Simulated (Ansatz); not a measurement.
# SnH2Cl (SMILES [Cl][SnH2]): methods side by side

The species is SnH2Cl (4 atoms), meant as a doublet with charge 0. SMILES: `[Cl][SnH2]`. The shape is that of a PBE0-D4/def2-TZVP optimisation.

```xyz
4

Cl   -1.8826    0.3984   -0.5850
Sn    0.3800   -0.1796   -0.3971
H     0.4125   -1.5000    0.7096
H     1.1455    1.2210    0.2521
```

Quantity: the electronic atomisation energy, in eV. The values are calculated. Electronic energies at fixed atoms, without zero-point motion or spin-orbit coupling.

```json
{"level": "UBLYP/STO-3G", "kind": "GGA", "program": "Ansatz", "value (eV)": "13.34", "less FCI/STO-3G": "+1.70"}
{"level": "U-r2SCAN0/STO-3G", "kind": "hybrid meta-GGA", "program": "Ansatz", "value (eV)": "13.23", "less FCI/STO-3G": "+1.59"}
{"level": "UBHLYP/STO-3G", "kind": "global hybrid", "program": "Ansatz", "value (eV)": "12.96", "less FCI/STO-3G": "+1.32"}
{"level": "UCAM-B3LYP/STO-3G", "kind": "range-separated hybrid", "program": "Ansatz", "value (eV)": "13.34", "less FCI/STO-3G": "+1.70"}
{"level": "UHSE06/STO-3G", "kind": "range-separated hybrid", "program": "Ansatz", "value (eV)": "13.13", "less FCI/STO-3G": "+1.49"}
{"level": "UBCCD(T)/STO-3G", "kind": "coupled cluster or CI", "program": "Ansatz", "value (eV)": "11.64", "less FCI/STO-3G": "0.00"}
{"level": "UCCSD(T)/STO-3G", "kind": "coupled cluster or CI", "program": "Ansatz", "value (eV)": "11.64", "less FCI/STO-3G": "0.00"}
{"level": "UCCSDT(Q)/STO-3G", "kind": "coupled cluster or CI", "program": "Ansatz", "value (eV)": "11.64", "less FCI/STO-3G": "0.00"}
{"level": "FCI/STO-3G", "kind": "exact in the basis", "program": "Ansatz", "value (eV)": "11.64", "less FCI/STO-3G": "0.00"}
```

FCI/STO-3G is exact within its basis and frozen core, so for wave-function methods in that basis the difference is their error; functionals converge differently with the basis, so for them it is only a difference. All-electron rows without a relativistic Hamiltonian named are non-relativistic. The values span 11.64 to 13.34 eV. All rows use very small basis sets, so even the best lies far from the true value. In the correlated wave-function rows the outer d shell of Sn is correlated, in sets not made for it.

The coupled-cluster rows all reproduce the full CI value of 11.64 eV, so connected triples treated perturbatively already suffice here. This fits a radical with three ordinary σ bonds and one unpaired electron mainly on tin. In a minimal valence set, the empty orbitals are essentially the Sn–H and Sn–Cl antibonding combinations, leaving little beyond left-right correlation to recover.

Every functional binds more strongly, by 1.32 to 1.70 eV, probably in part because its correlation energy comes from the density and doesn't need the missing virtual orbitals. Exact exchange alone doesn't order the functionals: BHLYP gives the lowest value, but CAM-B3LYP coincides with BLYP.

Judged by usual Sn–H and Sn–Cl bond strengths, even the full CI energy is too large. The likely cause is that STO-3G exponents are suited to bonded atoms and leave free ones, hydrogen above all, too high in energy. The coupled-cluster agreement says nothing about stretched bonds, where near-degeneracy grows.
